Large deviations and critical fluctuations of an Ising square with very long-range coupling

1. Model and dimensionless groups

Take N = L² Ising variables s_i = ±1 on an L × L square lattice of spacing ℓ. Each carries a moment μ (J/T) along a flux density B (T). The coupling range R is counted in units of ℓ. For R ≫ L every pair feels the same coupling, written J₀/N, and the energy depends only on m = (1/N) Σ s_i:

E = −N J₀ m²/2 − N μB m.

This is the Curie-Weiss model. The i = j terms included in m² add only the constant −J₀/2. The three energies and three lengths give four dimensionless groups: K = J₀/(k_B T), b = μB/(k_B T), N and R/L. The critical point is K = 1, so k_B T_c = J₀. The distance from it is τ = 1 − K = (T − T_c)/T.

The illustrative inputs are T_c = 300 K, μ equal to one Bohr magneton μ_B, and ℓ = 0.5 nm. All SI numbers below are the model's, not those of any material. For L = 32 the side is 16 nm, N = 1024, J₀ = 4.14×10⁻²¹ J, the pair coupling is 4.04×10⁻²⁴ J, and b = 1 at T_c needs 447 T.

2. The large-deviation form

The number of configurations with given m is a binomial coefficient, so exactly

P_N(m) ∝ C(N, N(1+m)/2) · exp[N(K m²/2 + b m)].

Stirling's formula gives C ≈ 2^N · [2/(πN(1−m²))]^(1/2) · exp[−N φ(m)], with

φ(m) = ½(1+m) ln(1+m) + ½(1−m) ln(1−m) = m²/2 + m⁴/12 + m⁶/30 + …

Define the free energy per spin by f(m)/(k_B T) = φ(m) − K m²/2 − b m − ln 2. Then

P_N(m) ∝ (1−m²)^(−1/2) · exp[−N I(m)], I(m) = [f(m) − min f]/(k_B T).

The rate function I is zero at the most probable m and positive elsewhere. Its stationary points obey m = tanh(Km + b), the mean-field equation. Its curvature is I″ = 1/(1−m²) − K. Above T_c this is positive everywhere. Below T_c it is negative for |m| < (1 − T/T_c)^(1/2), so I is not convex: at b = 0 it has zeros at ±m₀ and a maximum at m = 0.

In a short-range system the state m = 0 is reached by splitting the sample into two domains. The wall costs a free energy of order L, which vanishes per spin, and I is flat between ±m₀. When all pairs interact equally, a spatial rearrangement saves nothing, and the barrier N·I(0) grows as N. A Legendre transform of the field-dependent free energy returns only the convex hull of I and loses this barrier.

3. Scaling variables

Near τ = 0, b = 0 the exponent is −N(τ m²/2 + m⁴/12 + m⁶/30 − b m) + m²/2, the last term coming from the prefactor. The quartic term is of order one when m ~ N^(−1/4). Set

x = m N^(1/4), a = τ N^(1/2), g = b N^(3/4).

Then

P(x) ∝ exp[−a x²/2 − x⁴/12 + g x + N^(−1/2) W(x) + …], W = x²/2 − x⁶/30.

Temperature, field and size have collapsed into a and g, with corrections in powers of N^(−1/2) = 1/L. The critical region is |τ| ≲ 1/L in temperature and b ≲ L^(−3/2) in field.

4. The critical point, a = g = 0

Here P ∝ exp(−N m⁴/12): flat-topped, not Gaussian, and much wider than the N^(−1/2) of independent spins. Substituting v = x⁴/12 turns each moment into a gamma function, ⟨x^n⟩ = 12^(n/4) Γ((n+1)/4)/Γ(1/4) for even n. Hence

⟨x²⟩ = A = √12 Γ(3/4)/Γ(1/4) = 1.1708, ⟨x⁴⟩ = 12 Γ(5/4)/Γ(1/4) = 3,

and ⟨m²⟩ = (12/N)^(1/2) Γ(3/4)/Γ(1/4). At B = 0 the response of the total moment is χ = μ² N² ⟨m²⟩/(k_B T), in J/T². Relative to N independent spins it is enhanced by N⟨m²⟩ = A N^(1/2) = A L. The Binder cumulant U = 1 − ⟨m⁴⟩/(3⟨m²⟩²), which is 0 for a Gaussian and 2/3 for two sharp peaks, becomes

U* = 1 − Γ(5/4)Γ(1/4)/(3Γ(3/4)²) = 1 − 1/A² = 0.2705.

The heat capacity per spin follows from the variance of the energy, C/(N k_B) = K²(⟨x⁴⟩ − ⟨x²⟩²)/4 = (3 − A²)/4 = 0.407.

The leading size correction is the covariance of each observable with W. Integration by parts gives ⟨x^(n+4)⟩ = 3(n+1)⟨x^n⟩, so ⟨x⁶⟩ = 9A, ⟨x⁸⟩ = 45, ⟨x¹⁰⟩ = 189A and ⟨W⟩ = A/5. The covariances are 3/2 − 45/30 − A²/5 = −A²/5 for x², and 9A/2 − 189A/30 − 3A/5 = −12A/5 for x⁴. Therefore

⟨x²⟩ = A − 0.2742/L, U = U* + 2/(5A L) = 0.2705 + 0.3416/L.

Exact values come from the finite sum over m, or from an equivalent integral: the variable y with weight exp[−N y²/(2K)] cosh^N(y) is distributed as Km plus independent Gaussian noise of variance K/N. At T_c:

L | ⟨x²⟩ first order | ⟨x²⟩ exact | U first order | U exact
4 | 1.1023 | 1.1106 | 0.3559 | 0.3611
8 | 1.1366 | 1.1387 | 0.3132 | 0.3146
16 | 1.1537 | 1.1542 | 0.2919 | 0.2922
32 | 1.1623 | 1.1624 | 0.2812 | 0.2813

The remainder falls as 1/L². The x²/2 in W shifts a to a − 1/L, so a finite sample is already slightly bimodal at T_c: for L = 4 the peaks exceed the centre by 4.5 %.

For L = 32 the model has an rms m of 0.191, against 0.031 for independent spins. The enhancement is 37.2 and χ = 7.9×10⁻²² J/T². For L = 1000 the rms m is 0.0342 and the enhancement 1.17×10³.

5. Temperature: small and large a

At g = 0 and N → ∞ the normalisation has a closed form for a > 0, ∫ exp(−a x²/2 − x⁴/12) dx = ½ (6a)^(1/2) e^z K_{1/4}(z), with z = 3a²/8 and K_{1/4} the modified Bessel function. The identity a⟨x²⟩ + ⟨x⁴⟩/3 = 1 holds for all a.

Small |a|. First-order perturbation in −a x²/2 gives ⟨x²⟩ = A − a(3 − A²)/2 = 1.1708 − 0.8146 a and U = U* − a(3/A − 2A)/A² = 0.2705 − 0.1609 a. Combined with the size term, curves U(T) for sizes L₁ and L₂ cross at τ = −2.12/(L₁L₂), at height U* + 0.3416(1/L₁ + 1/L₂), to leading order. For sizes 16 and 32 the crossing lies about 1.2 K below T_c, at U ≈ 0.30. A crossing of small samples overestimates U*.

Large positive a. The Gaussian of variance 1/a dominates and x⁴/12 is the perturbation:

⟨x²⟩ = 1/a − 1/a³ + 8/(3a⁵), U = 2/(3a²).

The first term is the Curie-Weiss law, χ = Nμ²/[k_B(T − T_c)]. At fixed τ the prefactor term joins in, and N⟨m²⟩ = (1/τ)[1 − K/(Nτ²)], which correctly gives 1 at K = 0.

Large negative a. The peaks lie at x₀² = 3|a| with curvature 2|a|. The variance within a peak is 1/(2|a|), half of that at the same |a| above T_c. The cubic term pulls each peak's mean inwards by x₀/(4a²). Adding the contributions −3/(2|a|) and +1/(2|a|),

⟨x²⟩ = 3|a| − 1/|a|, U = 2/3 − 2/(9a²), barrier = 3a²/4.

The variance of x² tends to 4x₀²/(2|a|) = 6, so C/(N k_B) tends to 3/2, the mean-field jump, while it tends to 0 for large positive a.

Crossovers. The plateau A meets 1/a at a = 0.854 and 3|a| at |a| = 0.390. The barrier reaches k_B T at |a| = 1.155. The unit of a is T_c/L, which is 9.4 K for L = 32 and 0.3 K for L = 1000. The leading relative corrections 1/a² and 1/(3a²) fall to 10 % at a = 3.16 and a = −1.83. With T = T_c/(1 − a/L) these are 333 K and 284 K for L = 32, and 300.95 K and 299.45 K for L = 1000.

Outer limit. The quartic form also needs |τ| ≪ 1. Keeping m⁶/30 gives m₀² = 3|τ|(1 − 9|τ|/5) and I(0) = (3τ²/4)(1 − 6|τ|/5). At 284 K for L = 32 the correction 9|τ|/5 is already 0.10, as large as the fluctuation term and of the same sign. A sample of this size has no clean interval for the law m₀ ∝ |τ|^(1/2), which requires 1/L ≪ |τ| ≪ 1.

The full rate function covers this regime. At 270 K, K = 10/9 and m₀ = 0.5254, against 0.577 from the quartic form. I is concave for |m| < 0.316 and I(0) = 0.00816. For L = 32 the barrier N·I(0) is 8.35, in units of k_B T. The quartic form gives 9.48 and its corrected version 8.22. With the prefactor, P(0)/P(m₀) = (1 − m₀²)^(1/2) exp[−N·I(0)] = 2.0×10⁻⁴. Doubling L multiplies the exponent by four.

6. Field: small and large g

At a = 0 the cumulant expansion gives ⟨x⟩ = A g + (3 − 3A²) g³/6 = 1.1708 g − 0.1854 g³. For large g the peak sits at x₀ = (3g)^(1/3) with curvature x₀², and

⟨x⟩ = (3g)^(1/3) − 1/(3g).

The first term is m = (3b)^(1/3), free of N, the mean-field critical isotherm with δ = 3. The two leading forms meet at g = (3/A³)^(1/2) = 1.37, which is 3.4 T for L = 32 and 19 mT for L = 1000. The outer correction, from b = artanh m − m, is m = q(1 − q²/5) with q = (3b)^(1/3), and it ends the cube-root law as b approaches 1.

Well below T_c the sample is a two-state system, ⟨m⟩ = m₀ tanh(N b m₀), and the crossover field scales as 1/N. At 270 K and L = 32, N b m₀ = 1 at 0.75 T. This is an equilibrium average, valid for times long enough to cross the barrier.

7. Range: how large R must be

Take a Gaussian coupling J(r) ∝ exp(−r²/(2R²)), with R well above one spacing.

Periodic boundaries. With all periodic images summed, the self term included, and the total normalised to J₀, a mode of wave vector k (in units of 1/ℓ) couples with relative strength j(k) = exp(−k²R²/2). The uniform mode has j = 1. Integrating out the others at Gaussian level, at K = 1, adds to N·I the sum over k ≠ 0 of ½ ln[1 − j(1 − m²)] = const + ½ u m² − ¼ u² m⁴ + …, with u = j/(1−j). The m² term shifts τ by (1/N) Σ u, and a by (1/L) Σ u. The four longest modes have k = 2π/L and j = exp(−2π²R²/L²). At R = L this is 2.7×10⁻⁹. At R = L/2 it is 0.0072, and a shifts by 9×10⁻⁴ for L = 32. The condition R ≫ L is more than enough.

For R ≪ L the long modes have u ≈ 2/(k²R²). The shift of τ becomes ln(L/R)/(πR²) to logarithmic accuracy, and lowers the apparent T_c. The quartic coefficient 1/12 changes by the relative amount −(3/N) Σ u². With k = 2πn/L and Σ′ |n|⁻⁴ = 6.027 over nonzero integer vectors n, this is −3 × 6.027/(4π⁴) × (L/R²)² = −0.0464 (L/R²)². The shape of P is therefore governed by L/R², not L/R. The same scale follows from comparing the squared correlation length R²/(2τ) at τ ~ 1/L with L². A 10 % change occurs at L/R² ≈ 1.5, or R ≈ 5 for L = 32. That estimate is rough, since L/R is then only about 7 and the small-k form overstates u. For L ≫ R² the sample holds many correlated regions and crosses over to two-dimensional Ising behaviour, where the enhancement at T_c grows as L^(7/4) instead of L.

Open boundaries. In an isolated square, J(r) falls across the sample by the factor 1 − r²/(2R²), and the mean of r² over pairs is L²/3. The mean coupling, and T_c with it, drops by the fraction L²/(6R²) relative to N·J(0). The correction is algebraic, not exponential, and has to be set against the width 1/L of the critical region: the shift of a is L³/(6R²), which is small only for R ≫ L^(3/2)/√6. For L = 32 and R = 320, or 160 nm, T_c moves by 0.5 K and a by 0.053. This changes U by 0.009, comparable to the size correction 0.011. Defining J₀ from the mean pair coupling removes the shift, and the residual non-uniformity of the ordering mode enters at order (L/R)⁴.